Walker modes of a magnetised sphere

A ferrimagnetic sphere that is small compared with the microwave wavelength but large compared with the exchange length supports a discrete family of precession modes in which the only coupling between different points is the dipolar field. Their theory was given by Walker in 1957. This section derives the characteristic equation of all these modes, solves it for two series with elementary frequencies, and sizes the neglected terms.

1. Premises and conventions

SI units are used, with fields quoted as μ0H in mT; 1 mT corresponds to 10 Oe, and μ0Ms = 175 mT to 4πMs = 1750 G. The sphere has radius a and sits in vacuum in a uniform static field H0 along z. The premises are:
(P1) the sphere is saturated along +z with uniform Ms;
(P2) the magnetisation obeys the undamped Landau–Lifshitz equation dM/dt = −γμ0 M × H with γ > 0, without exchange or magnetocrystalline anisotropy;
(P3) the precession is small, so the equation is linearised;
(P4) the alternating field h is magnetostatic, ∇ × h = 0 and ∇·b = 0.
Alternating quantities vary as exp(iωt). By (P4) h = ∇ψ; the sign is a convention and drops out of the frequencies. Across the surface ψ is continuous (tangential h) and the radial induction b_r is continuous. Coordinates are (r, θ, φ) and (ρ, φ, z).

2. Static internal field

Try for the static demagnetising potential Cz inside and C a³ z/r³ outside. Both are harmonic and they agree at r = a. The radial induction over μ0 is (C + Ms) cos θ inside and −2C cos θ outside, so C = −Ms/3. The internal field is uniform and parallel to M:

Hi = H0 − Ms/3. (1)

Define ωH = γμ0Hi, ωM = γμ0Ms and the reduced variables Ω = ω/ωM, ΩH = ωH/ωM = Hi/Ms. Premise (P1) needs Hi > 0.

3. Susceptibility

Put M = (Mx, My, Ms) and H = Hi ẑ + h. The change of Mz is of second order. The linear terms give

dMx/dt = −ωH My + ωM hy, dMy/dt = ωH Mx − ωM hx.

For the combinations M± = Mx ± iMy and h± = hx ± ihy of the complex amplitudes these decouple:

Ω M₊ = ΩH M₊ − h₊, −Ω M₋ = ΩH M₋ − h₋. (2)

Hence M± = χ± h± with χ₊ = 1/(ΩH − Ω) and χ₋ = 1/(ΩH + Ω). The resonant component, h ∝ (1, −i), is a field (cos ωt, sin ωt) turning anticlockwise about +z. Writing χ± = κ ± ν,

κ = ΩH/(ΩH² − Ω²), ν = Ω/(ΩH² − Ω²), (3)
Mx = κ hx + iν hy, My = −iν hx + κ hy. (4)

Since M± = exp(±iφ)(Mρ ± iMφ) and likewise for h, the same form holds in cylindrical components: Mρ = κ hρ + iν hφ.

4. Field equation and boundary condition

Inside, ∇·(h + M) = 0. The ν terms give iν(∂x∂yψ − ∂y∂xψ) = 0, which leaves Walker's equation

(1 + κ)(∂²ψ/∂x² + ∂²ψ/∂y²) + ∂²ψ/∂z² = 0. (5)

Outside, ∇²ψ = 0 and ψ → 0 at infinity. Axial symmetry allows ψ ∝ exp(−imφ) with integer m; for m > 0 the pattern exp[i(ωt − mφ)] turns in the sense of the precession. Complex conjugation maps (ω, m) to (−ω, −m), so it suffices to take ω > 0 and m of either sign. Let s = |m|.

The radial induction inside is μ0(∂ψ/∂r + Mρ sin θ). With hφ = −imψ/ρ, Mρ = κ ∂ψ/∂ρ + mνψ/ρ. Multiplying by r and using r∂r = ρ∂ρ + z∂z, continuity of b_r reads

(1 + κ) ρ ∂ψ/∂ρ + z ∂ψ/∂z + mνψ = r ∂ψout/∂r at r = a. (6)

The gyrotropic part ν enters only here. Equations (5) and (6) keep their form when all lengths are scaled, so a can be removed by measuring lengths in units of a. The eigenvalues Ω therefore depend on ΩH alone and not on the size of the sphere.

5. Two general properties

Frequency window. The integral of ∇ψ*·b over all space vanishes: integration by parts leaves ψ*∇·b = 0, surface terms that cancel by continuity, and a term at infinity that decays. Using h*·M = (χ₊|h₊|² + χ₋|h₋|²)/2 and |hx|² + |hy|² = (|h₊|² + |h₋|²)/2,

∫out |h|² dV + ∫in [ |hz|² + (1 + χ₊)|h₊|²/2 + (1 + χ₋)|h₋|²/2 ] dV = 0. (7)

For ω > 0, χ₋ > 0, so (7) needs 1 + χ₊ < 0, that is ΩH < Ω < ΩH + 1. There κ < 0. For Ω² < ΩH(ΩH + 1) one has κ < −1 and (5) is hyperbolic; above that −1 < κ < 0 and it is elliptic.

Polynomial modes suffice. Regard h as a linear function of the transverse M, h⊥ = −N M. The operator N is Hermitian by reciprocity, and the identity above gives −∫M*·h dV = ∫|h|² dV ≥ 0 over all space, so N is non-negative. Equation (2) becomes Ω σ M = (ΩH + N) M, where σ = ±1 on M±. This is a generalised Hermitian eigenproblem whose right-hand operator is positive definite for Hi > 0. If M is a polynomial of degree ≤ d, then ∇²ψ = −∇·M has a polynomial particular solution of degree ≤ d + 1, and the surface data contain only spherical harmonics of order ≤ d + 1, so the harmonic remainder is a polynomial as well. Thus N and σ map the finite space of such M into itself, the problem can be diagonalised within it, and since polynomials are dense among square-integrable functions on the sphere, the polynomial modes are complete. It is enough to find all polynomial solutions of (5).

6. Spheroidal interior potentials

Take κ > 0 for the moment, where the geometry is real. The stretch Z = z √(1 + κ) turns (5) into Laplace's equation in (x, y, Z) and the sphere into a prolate spheroid with semi-axes a and a√(1 + κ), whose focal half-distance is g = a√κ. Introduce prolate spheroidal coordinates

ρ = g √[(ξ² − 1)(1 − u²)], Z = g ξ u. (8)

On the surface ξ = ξ0 with

ξ0² = 1 + 1/κ (9)

one has g²(ξ0² − 1) = a² and gξ0 = a√(1 + κ), so ρ = a√(1 − u²) and z = a u. The sphere is a coordinate surface, and on it u = cos θ. The coordinates are orthogonal, with scale factors g√[(ξ² − u²)/(ξ² − 1)], g√[(ξ² − u²)/(1 − u²)] and ρ, so Laplace's equation multiplied by g²(ξ² − u²) is

∂ξ[(ξ² − 1)∂ξψ] + ∂u[(1 − u²)∂uψ] + [1/(ξ² − 1) + 1/(1 − u²)] ∂φ²ψ = 0.

For ψ = X(ξ)U(u) exp(−imφ) both factors obey the same associated Legendre equation, d/dt[(1 − t²) dX/dt] + [λ − m²/(1 − t²)]X = 0. Regularity on the axis (u = ±1) fixes λ = n(n + 1) with n ≥ s, and regularity on the focal segment (ξ = 1) selects the function of the first kind, (1 − t²)^(s/2) D(t) with D(t) = dˢPn/dtˢ, where Pn is the Legendre polynomial. The two square-root factors combine into ρˢ up to a constant:

ψin = ρˢ exp(−imφ) D(ξ) D(u). (10)

This is a polynomial in x, y, z. The prefactor is (x ∓ iy)ˢ. D has degree n − s and definite parity, so D(ξ)D(u) is 1 or ξu times a symmetric polynomial in ξ² and u², hence a polynomial in the two quantities that follow from (8):

ξu = ξ0 z/a, ξ² + u² = 1 + ρ²/(κa²) + ξ0² z²/a². (11)

After a factor ξ0 is dropped in the odd case, the coefficients are rational in κ. Every identity below is then an identity between such polynomials; it holds for all κ > 0 and therefore for every κ ≠ 0, including the physical range κ < 0, where 0 < ξ0² < 1 (hyperbolic case) or ξ0² < 0 (elliptic case). The functions (10) also exhaust the polynomial solutions. For κ ≠ −1 the stretch maps these one to one on harmonic polynomials, of which there is one for each degree n ≥ s at given m, and (10) has exact degree n because at large distance ξ grows as the stretched radius. The point κ = −1 is reached as a limit.

7. Matching to exterior multipoles

From (8), ∂ρ/∂ξ = ρξ/(ξ² − 1) and ∂z/∂ξ = z/ξ at fixed u, so ξ∂ξ = [ξ²/(ξ² − 1)] ρ∂ρ + z∂z. By (9), ξ0²/(ξ0² − 1) = 1 + κ. The first two terms of (6) are therefore exactly ξ0 ∂ψ/∂ξ, and for (10) they equal [s(1 + κ) + ξ0D′(ξ0)/D(ξ0)] ψ.

On the surface (10) is proportional to sinˢθ D(cos θ) exp(−imφ), the spherical harmonic of order (n, m). Continuity of ψ gives a single exterior multipole ∝ (a/r)^(n+1), for which r∂ψout/∂r = −(n + 1)ψ. The left side of (6) has the same angular dependence, and harmonics of different n are orthogonal, so each n satisfies (6) separately:

n + 1 + s(1 + κ) + mν + ξ0 D′(ξ0)/D(ξ0) = 0. (12)

Division by D(ξ0) is safe: if it vanished, the exterior field would vanish and (6) would need D′(ξ0) = 0 too, but the zeros of D are simple. In terms of the associated Legendre function P of order (n, s), (12) is n + 1 + ξ0P′(ξ0)/P(ξ0) + mν = 0. A mode is labelled (n, m, r), where the third index is a counter for the roots at given n and m.

Equation (12) sharpens the upper bound. By Rolle's theorem the zeros of D are real, ±ξj and possibly 0, so G = ξ0D′/D = p + Σj 2ξ0²/(ξ0² − ξj²) with p = 0 or 1. In the elliptic range ξ0² < 0 every term is non-negative. For m ≤ 0, (12) is n + 1 + s(1 + χ₋) + G = 0 with no negative term, and has no root there. For m > 0, 1 + χ₊ = −(n + 1 + G)/m < −1, so Ω − ΩH < 1/2. In the hyperbolic range Ω² < ΩH(ΩH + 1) < (ΩH + 1/2)². All modes thus satisfy

ωH < ω < ωH + ωM/2. (13)

8. The two elementary series

For n = s, D is a constant and G = 0. For n = s + 1, D ∝ ξ and G = 1. With m > 0, κ + ν = χ₊ and (12) becomes 2m + 1 + mχ₊ = 0 and 2m + 3 + mχ₊ = 0. Each is linear in Ω and has one root, labelled 0:

(m, m, 0): ψin = (x − iy)^m, ω = ωH + ωM m/(2m + 1), (14)
(m + 1, m, 0): ψin = z (x − iy)^m, ω = ωH + ωM m/(2m + 3), (15)

for m = 1, 2, 3, … For m < 0, χ₋ > 0 replaces χ₊ and there is no root: these patterns exist only when they turn with the precession. For m = 0, (12) reads 1 = 0 or 3 = 0, so there is no mode.

The result can be confirmed without spheroidal coordinates. With w = x − iy, (∂x − i∂y)w = 0 and (∂x + i∂y)w = 2. Both potentials are annihilated by the transverse Laplacian (∂x + i∂y)(∂x − i∂y) and by ∂z², so they solve (5) for any κ. In (6), ρ∂ρ gives the factor m and z∂z gives 0 or 1, while the exterior gives −(m + 1) or −(m + 2). Also h₋ = 0, so M₋ = 0: the precession is circular everywhere, with M₊ ∝ w^(m−1) or z w^(m−1). The amplitude grows as ρ^(m−1), and high-m modes hug the equator or two belts beside it.

Inserting (1), with ω0 = γμ0H0,

(m, m, 0): ω − ω0 = ωM (m − 1)/[3(2m + 1)], (16)
(m + 1, m, 0): ω − ω0 = ωM (m − 3)/[3(2m + 3)]. (17)

The (1,1,0) mode has uniform M and ω = ω0, the Kittel result for a sphere. The offsets from it depend on Ms alone, not on field or size, and both series converge from below on ω0 + ωM/6, the upper edge of (13). Since 3m/(6m + 3) = m/(2m + 1), the modes (m, m, 0) and (3m + 1, 3m, 0) are degenerate at every field, the first pair being (1,1,0) and (4,3,0). A uniform driving field couples to ∫M dV, the dipole moment, which only n = 1 possesses; the other modes need a non-uniform drive.

9. The next modes

For n = s + 2, D ∝ (2s + 3)ξ² − 1, and with (9)

G = 2(2s + 3)(1 + κ)/[2s + 3 + (2s + 2)κ].

For n = 2, m = 0, (12) gives 3(3 + 2κ) + 6(1 + κ) = 0, so κ = −5/4 and by (3)

ω² = ωH(ωH + 4ωM/5). (18)

This mode is commonly labelled (2,0,1). Here h₋ ≠ 0, the precession is elliptical, and the offset from ω0 depends on field. For larger n − s, (12) is an algebraic equation of higher degree in Ω, and roots with m < 0 can occur, though only in the hyperbolic range.

10. Range of validity

Corrections follow from first-order perturbation theory of the eigenproblem of section 5. For a circular mode σ = +1, and a small extra field h1 shifts the frequency by δω = −ωM ∫M*·h1 dV / ∫|M|² dV.

Retardation. The changing induction drives an electric field, and the displacement current produces h1. For the (m, m, 0) series, b = μ0(1 + χ₊)∇ψ = −μ0[(m + 1)/m]∇ψ inside and μ0∇ψ outside. For a harmonic ψ homogeneous of degree l, ∇ × (r × ∇ψ) = −(l + 1)∇ψ. With l = m inside and l = −(m + 1) outside, the vector potential is A = μ0 r × ∇ψ/m in both regions. It is continuous, free of divergence and tangential, so e = −iωA raises no charge on the dielectric surface. Then ∇ × h1 = iωε0 ε e = k0² ε A/μ0, with k0 = ω/c and relative permittivity ε inside, 1 outside. Reciprocity between a magnetisation and a current gives ∫M*·h1 dV = k0² ∫ε|A/μ0|² dV. Set a = 1 and normalise the surface harmonic. The angular integral of |r × ∇ψ|² is m(m + 1) times that of |ψ|², and the radial integrals are 1/(2m + 3) inside and 1/(2m − 1) outside. Also ∫|M|² dV = χ₊² ∫|∇ψ|² dV = [(2m + 1)/m]² m, by Green's theorem. Therefore

δω = −ωM (k0a)² [(m + 1)/(2m + 1)²] [ε/(2m + 3) + 1/(2m − 1)], (19)

which is −(2/45)(ε + 5)(k0a)² ωM for the uniform mode. Premise (P4) needs ε(k0a)² ≪ 1. Terms of order (k0a)³ describe radiation damping. Nearby metal at distance d adds image fields of relative order (a/d)³.

Exchange. With stiffness Aex and lex² = 2Aex/(μ0Ms²), the exchange energy gives δω = ωM lex² ∫|∇M₊|² dV / ∫|M₊|² dV for unpinned surface spins. For M₊ ∝ w^(m−1), a harmonic polynomial of degree m − 1, the two integrals are m − 1 and 1/(2m + 1) in the same normalisation, so

δω = ωM (lex/a)² (m − 1)(2m + 1). (20)

This is an estimate, since the modes are degenerate with short exchange spin waves. Equations (19) and (20) bound the size-independent window, lex ≪ a/m and a ≪ 1/(k0√ε).

Anisotropy. For cubic energy density K1(α1²α2² + α2²α3² + α3²α1²), the curvature with respect to tilt angle is 2K1 about [001] and −4K1/3 about [111], equal for all tilt directions. With H0 along either axis μ0Hi gains 2K1/Ms or −4K1/(3Ms) and nothing else changes, so at fixed frequency all resonance fields move together. For a general direction the tensor (4) loses its axial symmetry and m is no longer a good index.

Damping and amplitude. Modes are resolved while their spacing exceeds the linewidth ΔH; neighbours in (14) differ by ωM/[(2m + 1)(2m + 3)]. Linearity fails at the Suhl instabilities. Decay of the uniform mode into two spin waves at ω/2 needs ω/2 > ωH, the bottom of the spin-wave band, which with ω = ωH + ωM/3 means ω < 2ωM/3. Above that frequency four-magnon coupling, of order ωMθp² for precession angle θp, overcomes relaxation at θp of order √(ΔH/Ms). Departures from sphericity lift (1) and mix the modes.

11. Illustration: a YIG sphere of 0.5 mm diameter at 9 GHz

The inputs are values typical of yttrium iron garnet at room temperature, chosen as such: μ0Ms = 175 mT, γ/2π = 28.0 GHz/T, ε = 15, Aex = 3.6 pJ/m, K1 = −600 J/m³ and μ0ΔH = 0.05 mT for a polished sphere; a = 0.25 mm. All results are the model's.

Then ωM/2π = 4.90 GHz and Ω = 1.837. The uniform mode resonates at μ0H0 = 321.4 mT; the demagnetising field is 58.3 mT, so μ0Hi = 263.1 mT and ΩH = 1.503, well saturated. The table lists, relative to (1,1,0) and in the magnetostatic limit, the frequency offset at that fixed field and the offset of the resonance field at fixed 9 GHz.

mode | Ω − ΩH | Δf (MHz) | μ0ΔH0 (mT)
(2,1,0) | 1/5 | −653 | 23.3
(3,2,0) | 2/7 | −233 | 8.3
(4,3,0) | 1/3 | 0 | 0
(5,4,0) | 4/11 | 148 | −5.3
(2,2,0) | 2/5 | 327 | −11.7
(3,3,0) | 3/7 | 467 | −16.7
(4,4,0) | 4/9 | 544 | −19.4
series limit | 1/2 | 817 | −29.2

For (2,0,1), (18) gives Δf = 118 MHz at the fixed field. At fixed 9 GHz it gives ΩH = 1.480, Ω − ΩH = 0.357 and a field offset of −4.1 mT. At 9 GHz κ = −1 falls at Ω − ΩH = 0.433, so (4,4,0) and the higher members of its series lie in the elliptic range, the lower members in the hyperbolic one.

The neglected terms compare as follows. With Ms = 139 kA/m, anisotropy adds −8.6 mT to μ0Hi along [001] and 5.7 mT along [111]. This rivals the entries of the table, so the absolute resonance field is uncertain at that level until the orientation is fixed, while the field offsets are untouched on these two axes. Exchange has lex = 17 nm and (lex/a)² = 4.7 × 10⁻⁹, a shift of 0.12 kHz for (2,2,0); equating 2m²(lex/a)² with the large-m spacing 1/(4m²) shows that it reaches the spacing only near m = 72, whereas the linewidth merges the series near m = 29. Three-magnon decay of the uniform mode is closed above 3.27 GHz, and the four-magnon limit is a precession angle of order 0.02 rad.

Retardation is the leading size effect. Here k0 = 188.6 m⁻¹, k0a = 0.0472, (k0a)² = 2.22 × 10⁻³ and ε(k0a)² = 0.033. Equation (19) lowers (1,1,0) by 9.7 MHz and (2,2,0) by 3.2 MHz, or raises their resonance fields by 0.35 mT and 0.12 mT. These shifts exceed the linewidth of 1.4 MHz, so the last digits of the table describe the magnetostatic limit only, and the degeneracy of (1,1,0) with (4,3,0), which no symmetry protects, need not survive. For the separation of (2,2,0) from (1,1,0) the size-independent value ωM/15, 327 MHz or 11.7 mT, becomes 333 MHz or 11.9 mT in the model, a size correction of 2 per cent.